DFTK 0.8.2 calculations of rocksalt TaN with the PBE functional, without spin polarisation: PseudoDojo 0.4.1 standard scalar-relativistic potentials, plane-wave cutoff 1142.88 eV, 10×10×10 k mesh, Fermi–Dirac smearing of 0.05 eV. The given cell is scaled evenly to 0.94–1.06 of its volume; energies are counted from the minimum of the fitted curve.

| volume (Å³/atom) | energy (meV/atom) | pressure (GPa) |
| --- | --- | --- |
| 10.16 | 37.46 | 21.210 |
| 10.38 | 14.63 | 12.760 |
| 10.60 | 2.60 | 5.180 |
| 10.81 | 0.27 | -1.620 |
| 11.03 | 6.63 | -7.710 |
| 11.25 | 20.78 | -13.180 |
| 11.46 | 41.91 | -18.070 |

The table follows the energy of rocksalt tantalum nitride as the crystal is squeezed and stretched evenly in all directions. Volume and energy are given per atom, and the energy is counted from the lowest point of the fitted curve. The pressure is the one that holds the crystal at each volume, so a negative value means that the crystal has to be pulled outwards. At first sight the energies seem to say that stretching is the harder of the two, because the largest volume has a higher energy than the smallest. The pressures say the opposite, and they are right.

**Where the minimum lies**

The seven volumes are spaced evenly about the starting cell, at 10.81 Å³, and not about the minimum, which the calculation puts at 10.76 Å³. The stretched end is therefore 6.5 % away from the minimum in volume, the compressed end only 5.5 %. Since the energy grows roughly as the square of the displacement, this modest offset is enough to reverse the order of the two ends.

A fair comparison takes equal displacements. Compressing the crystal to the smallest volume costs 37.5 meV per atom. Stretching it by the same amount would cost 30.7 meV, read from the fitted curve between two computed rows. Compression is thus the dearer direction by about a fifth.

The same offset explains the small negative pressure in the row at 10.81 Å³. That cell is about 0.5 % too large, and 0.5 % of the bulk modulus of 329 GPa is 1.6 GPa, which is the tension in the table. It is a trace of the chosen starting cell and no peculiarity of the bonding.

**Why squeezing is harder than stretching**

Pressure is the downhill slope of the energy against volume. If the crystal had a constant stiffness, equal steps in volume would change the pressure by nearly equal amounts. Instead the first step lowers it by 21.21 − 12.76 = 8.45 GPa and the last by 18.07 − 13.18 = 4.89 GPa, with a steady decline in between. The crystal softens as it expands, over the whole range of the table.

The usual explanation lies in two influences that balance at the minimum but change with distance at different rates. Tantalum and nitrogen attract each other because tantalum d and nitrogen p orbitals mix, and because charge moves towards nitrogen; the d electrons left on tantalum, which are expected to make the crystal a metal, add bonding between the tantalum atoms. They repel each other because filled shells begin to overlap: the Pauli principle forces the electrons there into states of higher kinetic energy. Standard bonding theory has this repulsion rise more steeply on shortening than the attraction does. The table holds only total energies, so it shows the resulting lopsided curve and not the two influences one by one.

When the bond is shortened, the repulsion outruns the attraction and the resistance builds up quickly. When the bond is lengthened, the repulsion fades first and leaves an attraction that is itself weakening. The restoring pull still grows, but by less with each step. All seven volumes give a metal, and the energies follow one smooth curve, so there is no sign of a change of electronic state that would offer another explanation.

**A spring in the wrong coordinate**

The familiar picture of atoms joined by ideal springs can be tested directly. In rocksalt the bond length $d$ is the cube root of the volume per atom, which gives $d_0 = 2.208$ Å at the minimum. An ideal spring makes the energy a parabola in $d$. A better choice makes it a parabola in the inverse square of the bond length:

$$E=\tfrac{9}{2}B_0V_0f^2,\qquad f=\tfrac12\left[\left(\frac{d_0}{d}\right)^2-1\right]$$

Here $E$ is the energy per atom, $V_0$ the volume at the minimum and $B_0$ the bulk modulus there. This is the second-order Birch–Murnaghan equation. Multiplied out, $f^2$ contains a repulsive term in $1/d^4$ and an attractive term in $1/d^2$. The steeper repulsion is therefore built into the formula, whereas an ideal spring treats shortening and lengthening alike.

The most compressed row serves as a worked case. Its volume is 5.534 % below the minimum, so $V_0/V = 1/0.94466 = 1.0586$. Raised to the power 2/3 this gives $(d_0/d)^2 = 1.0387$, and hence $f = 0.0193$. With 1 eV/Å³ equal to 160.2 GPa, the prefactor is $4.5 \times 328.7 \times 10.76/160.2 = 99.3$ eV. The energy becomes $99.3 \times 0.0193^2 = 0.037$ eV, or 37 meV per atom, against 37.5 meV in the table.

This row helped to determine $B_0$ and $V_0$, so the agreement tests the shape of the curve and is no independent prediction. With the same two constants, the ideal spring comes out 6 % too low at the compressed end and 7 % too high at the stretched end. The inverse-square form stays within 1 % of the computed energy in every row. The order remains when each form is refitted to all seven rows with its own minimum and stiffness: the typical miss is 0.56 meV for the spring and 0.07 meV for the inverse-square form, as the output below shows.

**How fast the stiffness falls**

The remaining small error of the inverse-square form has a pattern: it is slightly too soft in compression and slightly too stiff in tension. The real curve is a little more lopsided still. A useful measure of this is the modulus slope $B'$, the gain in bulk modulus for each unit of pressure. The inverse-square form fixes it at 4, while the full fit to the energies gives 4.43. The ideal spring fixes it at 1, as the formula below gives for the powers −2 and −1. The inverse-square form does well because its built-in slope lies close to the real one, not because its two terms are the true laws of repulsion and attraction.

For an energy made of a repulsion $1/d^m$ and an attraction $1/d^n$, the slope at the minimum is

$$B'=2+\frac{m+n}{3}$$

The 2 is present whatever the powers are. One unit arises because the same curvature of the energy against the relative change of bond length (the logarithm of $d$) is spread over a larger volume as the crystal expands, the other because pressure itself adds to the resistance. The rest measures how steeply the forces between the atoms vary. For tantalum nitride the two powers add up to about 7.3. Many pairs share that sum, so it describes the shape of the curve and does not identify the separate laws of attraction and repulsion.

In terms of bond length the effect is striking. Between the middle of the first volume step and the middle of the last, the bond grows by only 3.4 %, yet the local bulk modulus falls from 401 to 257 GPa. The modulus thus goes down roughly as the thirteenth power of the bond length. That exponent, 13.4 averaged over the range, is close to three times $B'$, 13.3, because volume goes as the cube of the bond length; it is the same lopsidedness seen through a finer ruler.

**Carrying the idea to a neighbouring case**

The formula also helps to place a series for an alkali halide with the same crystal structure, such as sodium chloride. There the attraction is mainly that between point charges, with $n = 1$, and the repulsion between closed shells can be described by a power of roughly 8. The slope would then be near 5, somewhat above that of tantalum nitride. Yet the halide is far softer, since it has longer bonds and ions of single charge, and no d–p bonding to add to the attraction.

How stiff a crystal is and how quickly its stiffness changes are therefore separate questions. The first depends on the strength of the bonds and on how many of them are packed into a given volume. The second depends on how steeply attraction and repulsion, taken together, vary with distance. A strong crystal can lose its stiffness on expansion at much the same relative rate as a weak one.

Near zero pressure, each gigapascal of even pressure raises the bulk modulus of this crystal by about 4.4 GPa, or a little over 1 %. This holds for a perfect lattice at rest, described with the PBE functional. Real rocksalt tantalum nitride often contains vacancies, which alter both its volume and its stiffness. Nor does a minimum along this path make rocksalt the preferred structure: hexagonal forms are known to be lower in energy, and an even change of volume cannot reveal distortions that would lower the energy further.

The analysis program printed:

```
Bond, displacement, model misses (model less table) and local modulus from the previous row:
    row  bond_A  dV_percent  spring_miss_meV  inverse_square_miss_meV  modulus_GPa
  10.16   2.166      -5.534           -2.363                   -0.304          n/a
  10.38   2.181      -3.524          -0.5944                 -0.08115        401.4
   10.6   2.196      -1.514         -0.04404                -0.004725        367.6
  10.81   2.211      0.4958        0.0004156               -0.0009183        336.6
  11.03   2.226       2.506           0.1853                  0.01878        307.6
  11.25    2.24       4.516            1.068                   0.1248        281.7
  11.46   2.255       6.526            3.131                    0.377        256.7
fit of energy on 7 rows: constant 0.1263 +/- 0.43, coefficient of sb -104.6 +/- 21, coefficient of sb**2 98384 +/- 1809; rms 0.56, worst 10.38 0.642, leave-one-out rms 1.5
fit of energy on 7 rows: constant 0.01448 +/- 0.054, coefficient of f 13.12 +/- 2.7, coefficient of f**2 99228 +/- 229; rms 0.0705, worst 11.03 -0.0806, leave-one-out rms 0.189
Bond length at the minimum in angstrom: 2.208
Energy per squared displacement, most compressed row, meV/A^6: 105.7
Energy per squared displacement, most stretched row, meV/A^6: 85.01
Energy of last row less first row in meV/atom: 4.45
Fitted energy at the stretched mirror image of the first row in meV/atom: 30.66
Fall of local modulus from first to last interval in percent: 36.04
Growth of bond length between the middles of those intervals in percent: 3.392
Exponent of the modulus fall with volume: 4.465
Exponent of the modulus fall with bond length: 13.39
Sum of the two inverse powers of bond length from the modulus slope: 7.291
Largest gap between energy step and pressure work in meV/atom: 0.09722
```
